Q: A colleague wants to know how much energy separates taking an electron off a Si$_4$ cluster from putting one on. I planned to read it from the highest occupied orbital (homo) and the lowest empty one (lumo). I repeated the calculation with several shares of exact exchange mixed into PBE, and now I don't know which row to send.

Orbital energies of the neutral Si$_4$ singlet, calculated with Ansatz 0.2.0 using restricted Kohn–Sham theory and the def2-TZVP basis. The listed percentage of exact exchange replaces the same share of PBE exchange, and PBE correlation is kept in full. All rows use the same fixed r2SCAN-D4/def2-TZVP geometry.

| exact exchange (%) | homo (eV) | lumo (eV) | homo lumo gap (eV) |
| --- | --- | --- | --- |
| 0 | -5.485 | -4.391 | 1.094 |
| 5 | -5.665 | -4.259 | 1.407 |
| 10 | -5.847 | -4.127 | 1.720 |
| 15 | -6.030 | -3.994 | 2.036 |
| 25 | -6.399 | -3.728 | 2.671 |
| 35 | -6.774 | -3.461 | 3.313 |
| 50 | -7.344 | -3.058 | 4.286 |

A: Leave the choice of row aside for a moment and ask what changes from one row to the next. It is the same planar rhombus of four atoms each time, with the same number of electrons, all paired. The only thing you turn is a dial inside the approximation. What does the homo lumo gap do?

Q: It goes from 1.094 eV without exact exchange to 4.286 eV at 50 %. That is nearly a factor of four. I had hoped it would settle down towards the end.

A: It doesn't. Every step adds about 0.06 eV of gap per percent of exact exchange, and that is the number to remember. A property of the cluster can't depend on your dial, so in at least most of these rows the gap is not the quantity your colleague asked for. You can recognise this failure without a single measured value.

Q: Could one row still be right?

A: For that we need something from outside. As rough recalled values, removing an electron from Si$_4$ costs about 8 eV, and adding one releases about 2.1 eV. The difference, about 6 eV, is what the gap should be if orbital energies meant what you want them to mean. Pure PBE gives less than a fifth of it, and even the row at 50 % falls short by more than 1 eV. The recalled values may be off by some tenths of an electronvolt, which doesn't alter that verdict.

Q: Which of the two orbitals is to blame?

A: Look at both against those values. In PBE the homo lies about 2.5 eV too high and the lumo about 2.3 eV too low. The errors are almost equal and point in opposite directions, so they add up in the gap. In the average of the two levels they nearly cancel.

Q: Then the average should hardly care about the dial.

A: Test it. The midpoint between homo and lumo lies at −4.94 eV in the first row and at −5.20 eV in the last. It moves by less than a tenth of what the gap gains. So the dial mainly pulls the two levels apart about a fairly steady centre, and an explanation has to account for that.

Q: Why would PBE push the occupied level up and the empty one down?

A: Start from the simplest limit, a single electron, and imagine that only a fraction $f$ of it is present. One electron doesn't repel itself, so the exact energy is a straight line in $f$. The classical repulsion of the charge cloud, however, contains a spurious term $f^2J$, where $J$ is the self-repulsion of the full electron. The exchange energy has to remove it.

Exact exchange is $-f^2J$ and removes it at every $f$. A local exchange energy goes as $-Cf^{4/3}$ instead, and PBE behaves much like that. A good functional has $C\approx J$, so the error is small for the whole electron, at $f=1$. The slopes still don't match there:

$$2J-\tfrac{4}{3}C\approx\tfrac{2}{3}J .$$

Q: And the orbital energy is the slope?

A: Yes, by Janak's theorem it is the derivative of the total energy with respect to the occupation. So the energy of the atom can be good while its occupied level is too high by a large part of $J$. If you replace a share $a$ of the local exchange by the exact one, the error in the slope becomes $(1-a)\tfrac{2}{3}J$. It shrinks in proportion to $a$, which is the behaviour you see in your homo.

Q: My lumo holds no electron, so it has no self-repulsion to remove.

A: That is why it is too low. PBE gives all orbitals the same local exchange potential, whether they are filled or not. Part of that attraction is there to make up for an electron's own repulsion. The empty orbital has no such repulsion and gets the attraction anyway. Exact exchange acts on the empty orbital only where it shares space with the filled ones, and it contains no self-term for it. That is a weaker attraction, so mixing it in raises the lumo.

Q: Can I put both sides into one picture for the whole cluster?

A: Draw the total energy against the number of electrons. The exact curve consists of straight pieces between whole numbers, with slope $-I$ below the neutral cluster and $-A$ above it. Here $I$ is the ionisation energy and $A$ the electron affinity. The PBE curve sags below these straight pieces. If you take the sag as a parabola with curvature $c$ on the side of the cation and $c'$ on the side of the anion, the slopes at the neutral cluster are

$$\varepsilon_{\text{homo}}=-I+\frac{c}{2},\qquad \varepsilon_{\text{lumo}}=-A-\frac{c'}{2}.$$

The gap is then $I-A-(c+c')/2$, and the midpoint is $-(I+A)/2+(c-c')/4$. The curvatures add in the gap, but only their difference enters the midpoint. If they are similar, and shrink together as exact exchange comes in, you get a gap that opens about a steady centre. The values of $I$ and $A$ that belong to each functional will also drift somewhat with the dial, so I wouldn't assign every tenth of an electronvolt to curvature.

Q: How large should such a curvature be?

A: It is of the order of the energy needed to crowd one more electron's charge into the cluster, $e^2/R$, where $R$ is the radius of the electron cloud. The outermost nuclei lie 2 Å from the centre and the cloud reaches roughly 1 Å further, so $R$ is about 3 Å. With $e^2\approx 14$ eV Å that makes some 5 eV. This is crude, but it tells you that an error of several electronvolts in the gap is natural for a molecule of this size.

Q: Does the picture also say why the gap rises so evenly?

A: Yes, if the orbitals stay as they are. The operator that determines the levels contains the exchange part $(1-a)\,v_x+aK$, where $v_x$ is the PBE exchange potential and $K$ the exact exchange operator. For a fixed orbital $\varphi$ the level then shifts by

$$\Delta\varepsilon=a\,\langle\varphi|K-v_x|\varphi\rangle ,$$

which is strictly proportional to the share. Take the slope from the rows at 0 and 10 % and predict the row at 50 %.

Q: The gap grows from 1.094 to 1.720 eV over ten percent, so the slope is 0.0626 eV per percent. Fifty percent gives $1.094+50\times0.0626=4.224$ eV. The table has 4.286 eV.

A: The row at 50 % played no part in the slope, and you miss it by 0.06 eV, about 2 % of the whole rise. With fixed orbitals the line would be exact, so the small excess shows that the orbitals do respond to the dial. Most of it sits in the homo, which falls slightly faster as the share grows. Keep in mind what the test is worth: a straight line fits orbitals that stay nearly fixed, but orbitals that change in proportion to the share would give one too, because their effect is already in the slope you took from the table. Nor does a straight line prove that self-repulsion causes the slope.

Q: Is there anything in the calculation that speaks for self-repulsion more directly?

A: The deeper levels do. Self-repulsion is strongest where an electron is squeezed into a small space, so compact orbitals should react most. From 0 to 10 % exact exchange the lowest silicon 1s level drops by 9.2 eV and the lowest 2p level by 2.2 eV, while the homo drops by only 0.36 eV. That is the order the mechanism demands. Each shift also contains exchange with the other electrons, so this supports the explanation without proving it. It also shows that the dial doesn't just move the zero of energy, since a common shift would leave all differences between levels unchanged.

Q: So for a smaller molecule with tighter frontier orbitals I should expect a gap that depends more steeply on the share?

A: That is the sensible first guess, because $e^2/R$ grows as $R$ shrinks. In the opposite limit, an orbital spread over a very large piece of material, the curvature fades away. The PBE gap is still too small there. The error has then moved from the sag between whole numbers into the total energies at the whole numbers themselves.

Q: For my cluster, then, I take the row at 50 %, since it comes closest?

A: I wouldn't. Its homo is still about 0.7 eV too high and its lumo about 1 eV too low, judged by the rough values. Coming closest in this one respect also doesn't make it the better functional for bond energies or shapes. If you choose the share by the gap you want to see, the calculation no longer predicts the gap.

Q: What do I send my colleague instead?

A: Go back to the drawing of energy against electron number. The sag is deepest midway and vanishes at whole numbers, so energies of whole, really existing charge states escape it. Calculate the total energies of the cation, the neutral cluster and the anion with one functional, all at this geometry, and take differences. Add diffuse functions to the basis for all three, because the extra electron of the anion is loosely held and def2-TZVP isn't made for that. For a small molecule theory leads us to expect that these differences depend much less on the dial than the orbital gap does.

The same three energies give you a test for any functional. Compare the ionisation energy from total energies with minus the homo, and the affinity with minus the lumo. Where they disagree, the disagreement is half the curvature as long as the sag is a parabola. It tells you how far the orbital energies stray from that functional's own energy differences. Agreement alone wouldn't prove those differences right.

Q: And if my colleague really wants to know which light the cluster absorbs?

A: Then neither number will do. Light leaves the excited electron on the cluster, where it is still attracted by the hole it left behind, so absorption can begin well below $I-A$. A PBE gap can lie nearer to the absorption energy, and not only by luck, because the potential that pulls the empty orbital down acts much like the attraction of the hole. It is still only a rough guide, so calculate the excited states themselves, for instance with time-dependent density functional theory.
